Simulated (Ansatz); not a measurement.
# Ligand exchange: SiH2(CH3)Cl + GeH3(NH2) → SiH2(CH3)(NH2) + GeH3Cl

Species: SiH2(CH3)Cl ((chlorosilyl)methane), singlet; GeH3(NH2), singlet; SiH2(CH3)(NH2), singlet; GeH3Cl (chlorogermane) `[Cl][GeH3]`, singlet. The partners trade Cl for NH2: Si–Cl and Ge–NH2 bonds give way to Si–NH2 and Ge–Cl.

Shapes, held fixed at every level: PBE0-D4/def2-TZVP. Flexible molecules stand in one conformer, not always the lowest. Programs: Ansatz 0.2.0. The zero-point and thermal change to 298 K, harmonic and unscaled (PBE0-D4/def2-TZVP), is -0.4 kJ/mol.

```csv
level,kind,ΔH(298 K) (kJ/mol),less CCSD(T)/def2-TZVPP
HF/def2-TZVPP,Hartree–Fock,-26.3,-8.9
r2SCAN-D4/def2-TZVPP,meta-GGA,-19.3,-1.9
PBE0-D4/def2-TZVPP,global hybrid,-19.6,-2.2
wB97X-V/def2-TZVPP,range-separated hybrid,-19.6,-2.2
CCSD(T)/def2-SVP,coupled cluster or CI,-14.0,+3.4
CCSD/def2-SVP,coupled cluster or CI,-15.1,+2.3
CCSD/def2-TZVPP,coupled cluster or CI,-18.7,-1.3
CCSD(T)/def2-TZVPP,coupled cluster or CI,-17.4,0.0
```

The highest level, CCSD(T)/def2-TZVPP, gives ΔH(298 K) = -17.4 kJ/mol; the levels span -26.3 to -14.0. The column of differences is taken from that level and isn't an error. No measured value is set beside it here. Relativity is left out for Ge. Outer-core shells of Ge are correlated in most correlated rows, in sets that cover them unevenly.

The exchange is exothermic at every level: silicon takes the amide and germanium the chloride. Both Si–N and Si–Cl bonds are normally stronger than their germanium counterparts, so the sign reflects a larger silicon advantage for nitrogen than for chlorine. Germanium's filled 3d shell screens the nucleus poorly, making it less electropositive than silicon and weakening the polar contribution to its bond with nitrogen. Donation from the nitrogen lone pair into σ* orbitals on silicon probably adds to the preference, helped by the shorter Si–N contact.

Hartree–Fock gives the most negative value, -26.3 kJ/mol, probably because it overstates the benefit of bond polarity. Enlarging the coupled-cluster basis makes the reaction more exothermic, whereas adding triples makes it less so. The basis effect is the larger of the two, and it also exceeds the density functionals' offsets from the highest level, so those small offsets don't establish a ranking of the functionals. Since only silicon carries a methyl group, the enthalpy isn't a pure measure of silicon against germanium.
